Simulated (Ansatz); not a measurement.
# Abstraction of Cl: CBrCl3 + C2HF2 → CBrCl2 + C2HClF2

Species: CBrCl3 `ClC(Cl)(Cl)Br`, singlet; C2HF2 `[CH]=C(F)F`, doublet; CBrCl2 `Cl[C](Cl)Br`, doublet; C2HClF2 `FC(F)=CCl`, singlet. A radical takes Cl: the energy is the difference in strength between two C–Cl bonds in different surroundings.

Shapes, held fixed at every level: PBE0-D4/def2-TZVP. Programs: Ansatz 0.2.0. The zero-point and thermal change to 298 K, harmonic and unscaled (PBE0-D4/def2-TZVP), is +5.9 kJ/mol.

| level | kind | ΔH(298 K) (kJ/mol) | CPU time (sum over the molecules) |
| --- | --- | --- | --- |
| HF/def2-TZVPP | Hartree–Fock | -112.9 | – |
| SPW92/def2-TZVPP | LDA | -134.5 | 15 s |
| PBE-D4/def2-TZVPP | GGA | -123.5 | 29 s |
| BHLYP-D4/def2-TZVPP | global hybrid | -122.6 | 43 s |
| PBE0-D4/def2-TZVPP | global hybrid | -125.1 | 42 s |
| r2SCAN0-D4/def2-TZVPP | global hybrid | -123.0 | 74 s |
| B2PLYP/def2-TZVPP | double hybrid | -122.0 | 60 s |

B2PLYP/def2-TZVPP gives ΔH(298 K) = -122.0 kJ/mol; the levels span -134.5 to -112.9. The median of the levels is -123.0. No measured value is set beside it here. Spin contamination: C2HF2 (⟨S²⟩ up to 0.90). Open shells run unrestricted. Relativity is left out for Br. Outer-core shells of Br are correlated, in sets that cover them unevenly. Times are processor times on shared x86 and Arm servers, and rough.

Chlorine transfer to the difluorovinyl radical is strongly exothermic at every level, so the C–Cl bond formed in C2HClF2 is much stronger than the one broken in CBrCl3. The unpaired electron of the vinyl radical sits in an in-plane σ orbital, where the π system can barely delocalise it, and the new bond gains from the high s character of the sp2 carbon. In CBrCl2, by contrast, halogen lone pairs stabilise the radical centre, and losing one chlorine probably also relieves crowding around the carbon.

The gradient-corrected, hybrid and double-hybrid results lie close together, between -125.1 and -122.0 kJ/mol. LDA and Hartree–Fock fall on opposite sides of this group, probably because their errors in describing electron correlation cancel incompletely between the two different C–Cl bonds. The sign and approximate size of the driving force are therefore well supported, but not a fine ranking of the methods. The exothermicity does not establish chlorine abstraction as the preferred pathway, since the weaker C–Br bond offers a competing site.
